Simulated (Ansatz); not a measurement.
## RbGe: energy above lowest point against volume scale

Free energy against uniform scaling of the volume at fixed shape and fractions; periodic cell, basis, potentials, k mesh and filling as listed. The results are calculated, by Ansatz 0.2.0.

The cell before it is scaled or strained (space group Fm-3m, No. 225):
```
CELL_PARAMETERS angstrom
0.00000 3.59310 3.59310
3.59310 0.00000 3.59310
3.59310 3.59310 0.00000
ATOMIC_POSITIONS crystal
Rb 0.00000 0.00000 0.00000
Ge 0.50000 0.50000 0.50000
```

Settings of every row: functional LDA; dispersion none; potentials all-electron LAPW; k mesh 7x7x7; k shift 0x0x0; occupations fermi dirac; smearing width 0.1 eV; spin none; SCF threshold exponent -6.

Limits: coarse k mesh, up to 40 meV an atom off; minimum outside the range; the cell comes from a prototype or a list of computed structures and needn't be the stable phase.

```csv
row,volume scale,V (Å³/atom),energy above lowest point (meV/atom)
1,0.94,43.605,0
2,0.96,44.533,?
3,0.98,45.46,13.2
4,1,46.388,21.1
5,1.02,47.316,29.9
6,1.04,48.244,39.3
7,1.06,49.172,49.4
```

Question: what energy above lowest point should row 2 give?

Worked fit of energy above lowest point. Take u = (V_r/V)^(2/3) − 1 with V_r = 46.852 Å³ an atom, which is twice the finite (Eulerian) strain; such expansions in the strain, on which the Birch-Murnaghan equation of state is built, carry the rest volume and the bulk modulus. The shown rows have u = 0.04905, 0.02031, 0.00666, -0.00655, -0.01933, -0.03171. Least squares give energy above lowest point = 25.41 − 662.6 × u + 2948 × u² meV/atom; a straight line predicts inner rows, each left out in turn, worse (root mean square 2 against 0.039 meV/atom). All shown rows lie on it to the printed digit. The withheld row has u = 0.03442, so the fit gives 25.41 − 662.6 × (0.03442) + 2948 × (0.03442)² = 6.1 meV/atom.

The calculation gave 6.1 meV/atom. The fit meets it to the printed digit.
